Dear colleague,

The loop area you record on the PbSc$_{0.5}$Ta$_{0.5}$O$_3$ (PST) multilayer capacitors is fixed, for a reversible dielectric, by one function, the isothermal entropy change $\Delta s(T)$ between your two fields. The efficiency you would like to quote for the same cycle follows from that function alone only with ideal regeneration. Otherwise it also depends on the heat capacity that is cycled, passive parts included, and on the fraction of heat the regenerator returns; without a regenerator the heat spent on warming the capacitor is the largest part of the input in every case treated here. I derive this below, apply it to five dielectrics under common conditions, and then follow PST out to wide temperature spans. All material parameters are typical or assumed inputs, so every result is the model's and not the material's.

**Conventions.** Quantities are per unit volume of active dielectric. $E$ and $D$ are components along the normal to the electrodes, taken as voltage per reference thickness and charge per reference area, so that thermal expansion is already inside $D(E,T)$. The mechanical condition (zero stress for the ceramic, substrate clamping for a film) is held fixed, and all derivatives are taken under it. The material is assumed reversible and insulating. With $du = T\,ds + E\,dD$ and $g = u - Ts - ED$ we have $dg = -s\,dT - D\,dE$, and equality of the mixed derivatives gives

$$\left(\frac{\partial s}{\partial E}\right)_T=\left(\frac{\partial D}{\partial T}\right)_E\equiv p(E,T). \tag{1}$$

In your capacitors $p<0$: the displacement along the field falls on heating.

**Work.** The Olsen cycle, the electric analogue of the Ericsson cycle, has four legs: (1) charge from $E_L$ to $E_H$ at $T_L$; (2) heat to $T_H$ at $E_H$; (3) discharge to $E_L$ at $T_H$; (4) cool to $T_L$ at $E_L$. Since $E\,dD$ is work done on the dielectric, the work delivered is $W=-\oint E\,dD$. Because $\oint d(ED)=0$, this equals $\oint D\,dE$, to which only the two isotherms contribute:

$$W=\int_{E_L}^{E_H}\big[D(E,T_L)-D(E,T_H)\big]dE=\int_{E_L}^{E_H}\!\!\int_{T_L}^{T_H}(-p)\,dT\,dE. \tag{2}$$

The integrand may be written $|p|$ only where $p$ keeps one sign over the whole rectangle. If $p>0$ throughout, the engine runs the other way round (charge hot, discharge cold) and again delivers the double integral of $|p|$. Doing the field integral first and using (1),

$$W=\int_{T_L}^{T_H}\Delta s(T)\,dT,\qquad \Delta s(T)\equiv s(E_L,T)-s(E_H,T)=-\int_{E_L}^{E_H}p\,dE. \tag{3}$$

**Heat.** On leg 3 the entropy rises and the dielectric absorbs $T_H\Delta s(T_H)$; on leg 1 it rejects $T_L\Delta s(T_L)$. On legs 2 and 4 it absorbs $\int c_E(E_H,T)\,dT$ and releases $\int c_E(E_L,T)\,dT$, with $c_E=T(\partial s/\partial T)_E$. Differentiating $c_E$ with respect to $E$ and using (1),

$$\left(\frac{\partial c_E}{\partial E}\right)_T=T\left(\frac{\partial^2 D}{\partial T^2}\right)_E,\qquad \delta c(T)\equiv c_E(E_H,T)-c_E(E_L,T)=-T\,\frac{d\Delta s}{dT}. \tag{4}$$

Let a regenerator return the fraction $r$ of the heat released on leg 4 to leg 2, and let all other heat input come from the source at $T_H$.

**Constant $p$.** Then $\Delta s=|p|\Delta E$, $\delta c=0$, and both isofield legs carry $c\,\Delta T$, where $c$ is the mean of $c_E$ over the span. So $W=|p|\Delta E\,\Delta T$ and $Q_{\rm in}=T_H|p|\Delta E+(1-r)c\,\Delta T$. Dividing $\eta=W/Q_{\rm in}$ by $\eta_C=\Delta T/T_H$,

$$\frac{\eta}{\eta_C}=\frac{1}{1+(1-r)\dfrac{c\,\Delta T}{T_H|p|\Delta E}}=\frac{1}{1+(1-r)\,\Delta T/\theta},\qquad \theta\equiv\frac{T_H\Delta s}{c}. \tag{5}$$

The temperature $\theta$ is one you know. Adiabatic removal of the field from $T_H$ at constant $c$ cools the sample by $T_H[1-e^{-\Delta s/c}]$, which is $\theta$ up to a relative correction $\Delta s/2c$; for the PST inputs below that correction is 0.8 per cent. The relative efficiency of the harvester is therefore set by the ratio of the span to the electrocaloric temperature change of the same dielectric between the same fields.

The derivation used only that $\Delta s$ does not depend on $T$. A field-dependent $p$ is allowed, and $|p|$ in (5) is then the field mean $|\bar p|=\Delta s/\Delta E$. In the same way, Carnot efficiency at $r=1$ requires $\delta c(T)=0$ at every temperature of the span, that is, equal heat capacities at the two working fields. A $c_E$ independent of field guarantees this, though equality at $E_L$ and $E_H$ alone is enough.

**Inputs for five dielectrics.** I take $E_L=0$, $T_L=300$ K and $T_H=310$ K, so $\eta_C=3.2$ per cent. For PST, whose ordered form has a first-order transition at approximately 290 K, I chose $|\bar p|=2200$ µC m$^{-2}$ K$^{-1}$ over 200 kV/cm so as to reproduce the typical electrocaloric change of about 5 K in the active layers. For doped BaTiO$_3$ of the Y5V capacitor class I likewise chose 200 µC m$^{-2}$ K$^{-1}$ over 300 kV/cm to give the typical half to one kelvin. The $\theta$ of these two rows is thus put in by hand and tests nothing.

LiTaO$_3$, ferroelectric Hf$_{0.5}$Zr$_{0.5}$O$_2$ (HZO) and AlN are far from any transition, and I treat them as $D=P_0(T)+\varepsilon_0\varepsilon_r(T)E$, which gives $p(E)=p_0+\varepsilon_0\varepsilon_r'E$ with $\varepsilon_r'=d\varepsilon_r/dT>0$. The field mean of the second term is $\varepsilon_0\varepsilon_r'\Delta E/2$. With approximate slopes $\varepsilon_r'$ of 0.02, 0.01 and 0.0015 K$^{-1}$ and fields of 100, 3000 and 3000 kV/cm it comes to 0.89, 13 and 2.0 µC m$^{-2}$ K$^{-1}$. Against typical zero-field $|p_0|$ of 200, 50 and 7 in the same unit, that is 0.4, 27 and 28 per cent. I drop it for LiTaO$_3$ and keep it for the films. HZO must be driven along its poling direction to avoid switching; there $p_0<0$, the dielectric term subtracts, and $|\bar p|=37$. AlN does not switch at this field, so either polarity is open, giving 5.0 or 9.0. I take 9.0, the polarity with $p>0$ and the cycle reversed. If $p_0$ and $\varepsilon_r'$ are constant over the span, $\Delta s$ stays independent of $T$ and (5) holds as it stands.

| Dielectric | $\lvert\bar p\rvert$ (µC m$^{-2}$ K$^{-1}$) | $\Delta E$ (kV/cm) | $c$ (J cm$^{-3}$ K$^{-1}$) | $\Delta s$ (mJ cm$^{-3}$ K$^{-1}$) | $W$ (J/cm$^3$) | $\theta$ (K) | $\eta/\eta_C$, $r=0$ | $\eta/\eta_C$, $r=0.9$ |
|---|---|---|---|---|---|---|---|---|
| PST | 2200 | 200 | 2.6 | 44 | 0.44 | 5.2 | 0.34 | 0.84 |
| HZO film | 37 | 3000 | 2.7 | 11 | 0.11 | 1.3 | 0.11 | 0.56 |
| doped BaTiO$_3$ | 200 | 300 | 2.5 | 6.0 | 0.060 | 0.74 | 0.069 | 0.43 |
| AlN film | 9.0 | 3000 | 2.4 | 2.7 | 0.027 | 0.35 | 0.034 | 0.26 |
| LiTaO$_3$ | 200 | 100 | 3.2 | 2.0 | 0.020 | 0.19 | 0.019 | 0.16 |

The second figure serves to follow the arithmetic; the inputs of the film rows fix little more than the first.

**Reading the trend.** The heat capacity hardly enters the ranking. It spans a factor of 1.3. It is the atom density times the heat capacity per atom, whose classical value is $3k_B$, and neither factor varies much among these solids. For a five-atom perovskite cell with an edge of approximately 4.07 Å the density is 0.074 Å$^{-3}$ and the classical value $15k_B/a^3$ is 3.1 J cm$^{-3}$ K$^{-1}$, of which the PST input is 85 per cent. In AlN the two factors offset each other. Its four-atom wurtzite cell, with $a$ and $c$ axes of approximately 3.11 and 4.98 Å, gives 0.096 Å$^{-3}$ and a classical value of 4.0 J cm$^{-3}$ K$^{-1}$, but with a Debye temperature near 1000 K the input of 2.4 is only 60 per cent of that, or $1.8k_B$ per atom. Work and efficiency therefore fall in the same order, that of $\Delta s=|\bar p|\Delta E$.

The two factors of $\Delta s$ run against each other. The pyroelectric coefficients span a factor of 244 and the fields a factor of 30, while the product spans only 22. A large $|p|$ belongs to a soft lattice near its transition, and a large sustainable field to a thin film of a stiff, wide-gap compound. HZO gives away a factor of 59 to PST in $|\bar p|$, recovers 15 in field, and ends a factor of 4.0 behind. AlN passes LiTaO$_3$ by the same route. PST leads because the field drives it from the paraelectric into the polar state, so that the entropy of the transition is part of $\Delta s$.

The two efficiency columns show the saturating shape of (5). At $r=0$ the span exceeds $\theta$ in every row, $\eta/\eta_C$ is nearly $\theta/\Delta T$ for the four weaker materials, and PST exceeds LiTaO$_3$ by a factor of 18. At $r=0.9$ the effective span $(1-r)\Delta T$ is 1 K, the better rows begin to saturate, and the factor shrinks to 5.2. A regenerator helps the weak materials most in proportion, and as $r\to1$ the choice of material drops out of the efficiency while it still fixes the work. In absolute terms, $\eta=\Delta s\,\Delta T/[T_H\Delta s+(1-r)c\,\Delta T]$ rises with the span at fixed $T_L$ towards $\Delta s/[\Delta s+(1-r)c]$. Without regeneration the PST row gives 1.1 per cent at 10 K and cannot pass 1.7 per cent at any span.

**Passive heat capacity.** Electrodes, margins and substrate are heated and cooled with the dielectric and deliver no work. If $f$ is the active share of the cycled heat capacity, $c\to c/f$ in (5) and $\theta\to f\theta$, while $W$ per active volume is unchanged. For a PST multilayer with an assumed $f=0.55$, $\theta$ falls to 2.9 K, and $\eta/\eta_C$ to 0.22 at $r=0$ and 0.74 at $r=0.9$. Half of Carnot needs $1-r=f\theta/\Delta T$, here $r=0.71$. For 10 nm of HZO between two 10 nm TiN electrodes, taken to have the same $c$, $f=1/3$, $\theta=0.42$ K, and the two efficiencies are 0.041 and 0.30. If the whole of a 775 µm silicon wafer ($c$ approximately 1.65 J cm$^{-3}$ K$^{-1}$) follows the cycle, $f=2.1\times10^{-5}$ and $\theta=27$ µK. Please state in the paper which volume your efficiency refers to.

**What the high-field rows hide.** $W$ is the difference between the electrical energy returned and the energy put in on leg 1. For a linear dielectric charged from zero the stored energy is $U=\tfrac12\varepsilon_0\varepsilon_r\Delta E^2$, so

$$\frac{W}{U}=\frac{2|\bar p|\,\Delta T}{\varepsilon_0\varepsilon_r\,\Delta E}, \tag{6}$$

which falls as the field rises. If hysteresis and the drive circuit dissipate a fraction $\lambda$ of $U$ per cycle, the net work is $W-\lambda U$ and vanishes at $\lambda=W/U$. With typical permittivities of 30, 10 and 43, $U$ is 12 J/cm$^3$ for HZO, 4.0 for AlN and 0.019 for LiTaO$_3$, and $W/U$ is 0.0093, 0.0068 and 1.1. PST saturates, so (6) does not apply to it, but an assumed charging energy of 1.5 J/cm$^3$ gives $W/U=0.29$. A loss of one per cent per cycle removes the whole output of both films over 10 K and takes 3.4 per cent of the PST output. Leakage acts in the same direction. It dissipates $JE$ per unit time, and an assumed $10^{-6}$ A/cm$^2$ at 3000 kV/cm is 3.0 W/cm$^3$, which equals the HZO work after 37 ms at field. For PST at 200 kV/cm held for 10 s, keeping the loss $E^2t/\rho$ to a tenth of 0.44 J/cm$^3$ needs $\rho=9.1\times10^{12}$ Ω cm. The film rows are thus reversible ceilings: with a typical loss of a per cent or more per cycle, a real film over so short a span gives no net work at all. The trade of field for $|p|$ is even in (5) and is not even in (6).

**PST over wide spans.** Constant $p$ cannot last. Over 150 K it would need a field-averaged fall in $D$ of $|\bar p|\Delta T=33$ µC/cm$^2$, about the whole high-field polarisation of PST, typically near 30 µC/cm$^2$. So $\Delta s$ falls with temperature, and by (4) the heat capacity at high field exceeds that at zero field. Leg 2 then needs more heat than leg 4 released, and the source supplies the deficit even at $r=1$. With $c_L$ the mean heat capacity at $E_L$,

$$Q_{\rm in}=T_H\Delta s(T_H)+\int_{T_L}^{T_H}\delta c\,dT+(1-r)c_L\Delta T=T_L\Delta s(T_L)+W+(1-r)c_L\Delta T, \tag{7}$$

where the second form follows from integrating $-T\,d\Delta s/dT$ by parts and using (3). It is the energy balance, heat rejected plus work, and it holds with $r$ up to 1 when $\delta c\ge0$ across the span. In the opposite case of a rising $\Delta s$, leg 4 releases a surplus that goes to the sink, a perfect regenerator covers all of leg 2, $Q_{\rm in}=T_H\Delta s(T_H)$, and $\eta/\eta_C$ is the mean of $\Delta s$ divided by $\Delta s(T_H)$, again below one. A peak inside the span suffers both losses, because the surplus appears on the cold side of the peak and cannot flow up to the deficit on the hot side.

As a model I take $\Delta s=s_0e^{-(T-T_L)/\tau}$ with $T_L=300$ K, $s_0=44$ mJ cm$^{-3}$ K$^{-1}$, constant $c_L=2.6$ J cm$^{-3}$ K$^{-1}$ and $f=1$. Then $W=s_0\tau(1-e^{-\Delta T/\tau})$ and $T_Ls_0=13.2$ J/cm$^3$. I chose $\tau=150$ K so that the widest span yields the roughly 4 J/cm$^3$ typical of such capacitors near 200 kV/cm, so that entry is fitted. The form leaves out the rise of $\Delta s$ just above the transition and the tail of the zero-field anomaly in $c_L$.

| $\Delta T$ (K) | $W$, constant $p$ (J/cm$^3$) | $W$, model (J/cm$^3$) | $\eta_C$ (%) | $\eta/\eta_C$, $r=0$ | $r=0.9$ | $r=1$ | $\eta$ (%), $r=0$ | $\eta$ (%), $r=0.9$ |
|---|---|---|---|---|---|---|---|---|
| 10 | 0.44 | 0.43 | 3.2 | 0.33 | 0.81 | 0.97 | 1.1 | 2.6 |
| 50 | 2.2 | 1.9 | 14 | 0.090 | 0.47 | 0.87 | 1.3 | 6.7 |
| 150 | 6.6 | 4.2 | 33 | 0.031 | 0.22 | 0.72 | 1.0 | 7.4 |

At 10 K the constant-$p$ formula is adequate: 0.34 and 0.84 become 0.33 and 0.81. Expanding (7) at $r=1$ for a short span, $W\simeq s_0\Delta T(1-\Delta T/2\tau)$ and $T_Ls_0+W\simeq T_Hs_0$, so $\eta/\eta_C\simeq1-\Delta T/2\tau$, which is 0.97 at 10 K. The length to compare with the span is here $\tau=|d\ln\Delta s/dT|^{-1}$, while the regenerator term compares the span with $\theta/(1-r)$.

The mismatch in heat capacity is small where you would look for it. At 300 K, $\delta c=Ts_0/\tau=0.088$ J cm$^{-3}$ K$^{-1}$, or 3.4 per cent of $c_L$. It matters because its integral competes with the isothermal heat and not with $c_L\Delta T$. Over 150 K the integral is 10.1 J/cm$^3$, against $T_H\Delta s(T_H)=7.3$ J/cm$^3$, so more than half of the 17.4 J/cm$^3$ taken from the source at $r=1$ enters on leg 2, flowing from $T_H$ into a colder body. That flow generates the entropy $\sigma=\int\delta c\,(1/T-1/T_H)\,dT$, and the balance $Q_{\rm in}/T_H+\sigma=Q_{\rm out}/T_L$ gives $W=\eta_CQ_{\rm in}-T_L\sigma$. Of the Carnot work of 5.8 J/cm$^3$, 1.6 is lost and 4.2 remains.

In practice the regenerator comes first. At $r=0.9$ its leak over 150 K is 39 J/cm$^3$, and it falls to the size of the mismatch integral only at $r=0.97$. Without regeneration the absolute efficiency stays between 1.0 and 1.3 per cent over the three spans, since the work and $c_L\Delta T$ grow together and the work then lags as $\Delta s$ decays. A wide span raises the energy per cycle almost tenfold, and raises the efficiency only with regeneration, from 2.6 to 7.4 per cent at $r=0.9$. A high fraction of Carnot and a high energy density therefore belong to different rows of the table and should be quoted with their spans.

For the analysis of your data I suggest the following. Take discharge branches $D(E)$ at temperatures a few kelvin apart, form $\Delta s(T)$ from (3), and obtain $W$ as its integral; the shortfall of the directly recorded Olsen loop area is then the hysteresis and leakage loss. Take $c_E$ at zero field by calorimetry on the whole capacitor, which includes $f$, and let (4) supply the high-field value, since a difference of 3 per cent is more safely had from the slope of $\Delta s$ than from two separate calorimetric runs. Use (7) on the falling side of the peak. If the regenerator ever passes $r\approx0.97$, centre the span on the flat top of $\Delta s(T)$, or adjust $E_H$ along leg 2 so that the entropy gap to leg 4 stays constant, which is the condition for equal heat exchange on the two legs at every temperature.